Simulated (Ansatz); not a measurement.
## SrTiO3: pressure and energy less free atoms against volume per atom

Results calculated with Ansatz 0.2.0, not measured. Periodic Kohn-Sham DFT of a crystal at fixed atoms; pressure and stress are positive in compression; the energy is the free energy less that of spherical unpolarised free atoms; site moments are those in the method's own spheres, positive along +z.

Cell of the first row (space group Pm-3m, No. 221):
```
SrTiO3
1.0
      3.8253     0.0000     0.0000
      0.0000     3.8253     0.0000
      0.0000     0.0000     3.8253
Sr Ti O
1 1 3
Direct
  0.00000 0.00000 0.00000
  0.50000 0.50000 0.50000
  0.00000 0.50000 0.50000
  0.50000 0.00000 0.50000
  0.50000 0.50000 0.00000
```

Settings of every row: method all-electron LAPW; functional PBEsol; relativity scalar; k mesh 7x7x7; filling fermi-dirac; smearing width 0.05 eV; basis error target 1 meV/atom; nucleus gaussian.

Limits: atoms stay on their symmetric sites, though polar or tilted forms of a perovskite may lie lower.

Atom start moment: 0 on all atoms.

```csv
row,volume per atom (Å³),pressure (GPa),energy less free atoms (eV/atom)
1,11.195,10.617,-8.1734
2,11.433,5.96,-8.1856
3,11.671,1.785,-8.1913
4,11.79,-0.137,-8.1919
5,11.909,-1.958,-8.1912
6,12.029,-3.682,-8.1891
7,12.148,-5.314,-8.1857
8,12.386,-8.322,-8.1755
9,12.624,?,?
```

Question: what pressure and energy less free atoms should row 9 give?

Worked fit of pressure. Take u = (V_r/V)^(2/3) − 1 with V_r = 11.849 Å³ an atom, which is twice the finite (Eulerian) strain; such expansions in the strain, on which the Birch-Murnaghan equation of state is built, carry the rest volume and the bulk modulus. The shown rows have u = 0.03858, 0.02411, 0.01014, 0.00333, -0.00336, -0.01, -0.01648, -0.02912. Least squares give pressure = −1.0495 + 272.164 × u + 780.12 × u² GPa; a straight line predicts inner rows, each left out in turn, worse (root mean square 0.27 against 0.0088 GPa). The rows lie off it by 0.005, -0.006, -0.005, -0.002, -0.003, 0.011, 0.009, -0.009 (root mean square 0.0069 GPa). The pressure vanishes at u = 0.0038, or V = 11.78 Å³ an atom, and there the bulk modulus at fixed shape and fractions is B = −V dP/dV = (2/3)(1 + u) dP/du = 186 GPa. The withheld row has u = -0.04136, so the fit gives −1.0495 + 272.164 × (-0.04136) + 780.12 × (-0.04136)² = -10.972 GPa.

The calculation gave -11.019 GPa. The fit lies 0.047 GPa (0.22 % of the column's range) above it; its largest miss of a shown row is 0.011 GPa. This row lies beyond the range of the fit.

Worked fit of energy less free atoms. Take u = (V_r/V)^(2/3) − 1 with V_r = 11.849 Å³ an atom, which is twice the finite (Eulerian) strain; such expansions in the strain, on which the Birch-Murnaghan equation of state is built, carry the rest volume and the bulk modulus. The shown rows have u = 0.03858, 0.02411, 0.01014, 0.00333, -0.00336, -0.01, -0.01648, -0.02912. Least squares give energy less free atoms = −8.19173 − 0.1132 × u + 15.247 × u² eV/atom; a straight line predicts inner rows, each left out in turn, worse (root mean square 0.0052 against 3e-05 eV/atom). All shown rows lie on it to the printed digit. Its lowest point lies at u = 0.0037, or V = 11.78 Å³ an atom, and the curvature there gives the bulk modulus at fixed shape and fractions, B = (4/9)(1 + u)² E″(u)/V = 186 GPa. The withheld row has u = -0.04136, so the fit gives −8.19173 − 0.1132 × (-0.04136) + 15.247 × (-0.04136)² = -8.1610 eV/atom.

The calculation gave -8.1611 eV/atom. The fit lies 0.0001 eV/atom (0.32 % of the column's range) above it, one unit of the last digit. This row lies beyond the range of the fit.
